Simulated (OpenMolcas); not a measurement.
## SiH4 (SMILES [SiH4]): methods side by side

The species is SiH4 (5 atoms), meant as a singlet with charge 0. SMILES: `[SiH4]`. Geometry: relaxed at PBE0-D4/def2-TZVP.

```xyz
5

Si    0.0000    0.0000   -0.0001
H     0.9676   -0.6884    0.8909
H    -1.3310    0.0449    0.6560
H    -0.1051   -0.7403   -1.2826
H     0.4685    1.3838   -0.2642
```

Quantity: the energy change with the Si1–H3 bond stretched from 1.485 to 2.227 Å, in eV. The values are calculated.

```json
{"level": "HF/STO-3G (restricted)", "kind": "Hartree–Fock", "program": "OpenMolcas", "value (eV)": "4.18"}
{"level": "PBE/STO-3G (restricted)", "kind": "GGA", "program": "OpenMolcas", "value (eV)": "3.05"}
{"level": "r2SCAN/STO-3G (restricted)", "kind": "meta-GGA", "program": "OpenMolcas", "value (eV)": "3.26"}
{"level": "B2PLYP/STO-3G (restricted)", "kind": "double hybrid", "program": "OpenMolcas", "value (eV)": "3.42"}
{"level": "CASPT2(2,2)/STO-3G", "kind": "multireference", "program": "OpenMolcas", "value (eV)": "3.03"}
{"level": "ACPF/STO-3G (restricted)", "kind": "coupled cluster or CI", "program": "OpenMolcas", "value (eV)": "?"}
{"level": "CCSD(T)/STO-3G (restricted)", "kind": "coupled cluster or CI", "program": "OpenMolcas", "value (eV)": "3.03"}
{"level": "CISD/STO-3G (restricted)", "kind": "coupled cluster or CI", "program": "OpenMolcas", "value (eV)": "?"}
{"level": "FCI/STO-3G", "kind": "exact in the basis", "program": "OpenMolcas", "value (eV)": "3.02"}
```

Problem. Estimate what the levels marked ? give.

Solution. As computed at these levels: ACPF/STO-3G (restricted): 2.94 eV; CISD/STO-3G (restricted): 3.17 eV. Spin-restricted single references rise too steeply as a bond breaks, Hartree–Fock most of all. The first shape isn't each level's own minimum. The values span 2.94 to 4.18 eV. All rows use very small basis sets, so even the best lies far from the true value.

Against the full-CI value of 3.02 eV, Hartree–Fock's 4.18 eV shows how much the correlation energy grows as the Si–H bond lengthens. The σ and σ* orbitals draw together, while a single closed-shell determinant keeps too much ionic character where the two electrons should increasingly separate onto silicon and hydrogen. CASPT2 recovers this left–right correlation through its two-orbital active space, and CCSD(T) does so through its cluster expansion; both give 3.03 eV.

CISD stays too high at 3.17 eV, probably because it lacks the quadruple excitations that correlate the stretched bond and the other Si–H bonds simultaneously. ACPF approximates their effect and, at 2.94 eV, appears to overcorrect.

PBE's 3.05 eV is weaker evidence of accuracy than the CCSD(T) match, since a density functional doesn't converge to full CI within a given basis and its agreement may be partly fortuitous. The good performance of CCSD(T) at this partial stretch doesn't establish that it would hold through to separated SiH3 and H.
